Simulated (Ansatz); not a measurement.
# HfRu: the change of pressure with volume scale

All results are calculated (Ansatz 0.2.0). Periodic Kohn-Sham DFT of a crystal at fixed atoms, scaled to volume_scale times the given cell; pressure positive in compression, energy less spherical unpolarised free atoms, largest_vzz the field gradient of largest size among the nuclei.

The cell before it is scaled or strained (space group Pm-3m, No. 221):
```
CELL_PARAMETERS angstrom
3.22500 0.00000 0.00000
0.00000 3.22500 0.00000
0.00000 0.00000 3.22500
ATOMIC_POSITIONS crystal
Hf 0.00000 0.00000 0.00000
Ru 0.50000 0.50000 0.50000
```

Settings of every row: method frozen-core PAW; functional PBEsol; relativity scalar; k mesh 11x11x11; filling fermi-dirac; smearing width 0.08 eV; wave cutoff 420 eV; paw set soft_2.

Atom start moment: 0 on all atoms.

Limits: PAW files made with PBE; no spin-orbit coupling on heavy atoms.

| row | volume scale | V (Å³/atom) | pressure (GPa) |
| --- | --- | --- | --- |
| 1 | 0.94 | 15.765 | 10.954 |
| 2 | 0.96 | 16.1 | 5.803 |
| 3 | 0.98 | 16.436 | 1.157 |
| 4 | 0.99 | 16.603 | -0.993 |
| 5 | 1 | 16.771 | -3.038 |
| 6 | 1.01 | 16.939 | -4.979 |
| 7 | 1.02 | 17.106 | ? |
| 8 | 1.04 | 17.442 | -10.24 |
| 9 | 1.06 | 17.777 | -13.32 |

Question: what pressure should row 7 give?

Worked fit of pressure. Take u = (V_r/V)^(2/3) − 1 with V_r = 16.687 Å³ an atom, which is twice the finite (Eulerian) strain; such expansions in the strain, on which the Birch-Murnaghan equation of state is built, carry the rest volume and the bulk modulus. The shown rows have u = 0.03862, 0.02416, 0.01016, 0.00337, -0.00334, -0.00994, -0.02907, -0.04131. Least squares give pressure = −2.0271 + 304.867 × u + 786.33 × u² + 583 × u³ GPa; a parabola predicts inner rows, each left out in turn, worse (root mean square 0.0093 against 0.004 GPa). The rows lie off it by 0.001, -0.003, 0.005, -0.002, -0.001, 0.001, -0.001, 0.000 (root mean square 0.0023 GPa). The pressure vanishes at u = 0.0065, or V = 16.52 Å³ an atom, and there the bulk modulus at fixed shape and fractions is B = −V dP/dV = (2/3)(1 + u) dP/du = 212 GPa. The withheld row has u = -0.0164, so the fit gives −2.0271 + 304.867 × (-0.0164) + 786.33 × (-0.0164)² + 583 × (-0.0164)³ = -6.818 GPa.

The calculation gave -6.824 GPa. The fit lies 0.006 GPa (0.025 % of the column's range) above it; its largest miss of a shown row is 0.005 GPa.
